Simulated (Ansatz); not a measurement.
Sn: the change of energy above lowest point and pressure with volume scale

Free energy against uniform scaling of the volume at fixed shape and fractions; periodic cell, basis, potentials, k mesh and filling as listed. The results are calculated, by Ansatz 0.2.0.

The cell before it is scaled or strained (space group I4/mmm, No. 139):
```
cell vectors (Å)
  -1.5908     1.5908     2.9156
   1.5908    -1.5908     2.9156
   1.5908     1.5908    -2.9156
atoms (fractions of the cell vectors)
Sn  0.00000  0.00000  0.00000
```

Settings of every row: functional PBEsol; dispersion none; potentials PAW; wave cutoff 470 eV; density cutoff 1880 eV; k mesh 13x13x13; k shift 0x0x0; occupations fermi dirac; smearing width 0.05 eV; spin none.

Limits: coarse k mesh, up to 40 meV an atom off; minimum outside the range.

```csv
row,volume scale,V (Å³/atom),energy above lowest point (meV/atom),pressure (GPa)
1,0.92,27.152,0,-0.7
2,0.9467,27.94,6.8,-2.05
3,0.9733,28.725,19.7,-3.18
4,1,29.513,37.7,-4.11
5,1.0267,30.301,59.8,-4.88
6,1.0533,31.086,85.4,-5.53
7,1.08,31.874,?,?
```

Question: what energy above lowest point and pressure should row 7 give?

Worked fit of energy above lowest point. Take u = (V_r/V)^(2/3) − 1 with V_r = 29.119 Å³ an atom, which is twice the finite (Eulerian) strain; such expansions in the strain, on which the Birch-Murnaghan equation of state is built, carry the rest volume and the bulk modulus. The shown rows have u = 0.04773, 0.02794, 0.00912, -0.00892, -0.02618, -0.04264. Least squares give energy above lowest point = 28.1 − 998.2 × u + 8323 × u² + 5309 × u³ meV/atom; a parabola predicts inner rows, each left out in turn, worse (root mean square 0.17 against 0.066 meV/atom). All shown rows lie on it to the printed digit. The withheld row has u = -0.05849, so the fit gives 28.1 − 998.2 × (-0.05849) + 8323 × (-0.05849)² + 5309 × (-0.05849)³ = 113.9 meV/atom.

The calculation gave 114 meV/atom. The fit lies 0.1 meV/atom (0.088 % of the column's range) below it, one unit of the last digit. This row lies beyond the range of the fit.

Worked fit of pressure. Take u = (V_r/V)^(2/3) − 1 with V_r = 29.119 Å³ an atom, which is twice the finite (Eulerian) strain; such expansions in the strain, on which the Birch-Murnaghan equation of state is built, carry the rest volume and the bulk modulus. The shown rows have u = 0.04773, 0.02794, 0.00912, -0.00892, -0.02618, -0.04264. Least squares give pressure = −3.665 + 52.26 × u + 204.4 × u² GPa; a straight line predicts inner rows, each left out in turn, worse (root mean square 0.16 against 0.013 GPa). The rows lie off it by 0.00, 0.00, -0.01, 0.00, 0.01, -0.01. The withheld row has u = -0.05849, so the fit gives −3.665 + 52.26 × (-0.05849) + 204.4 × (-0.05849)² = -6.02 GPa.

The calculation gave -6.09 GPa. The fit lies 0.07 GPa (1.1 % of the value, 1.3 % of the column's range) above it; its largest miss of a shown row is 0.01 GPa. This row lies beyond the range of the fit.
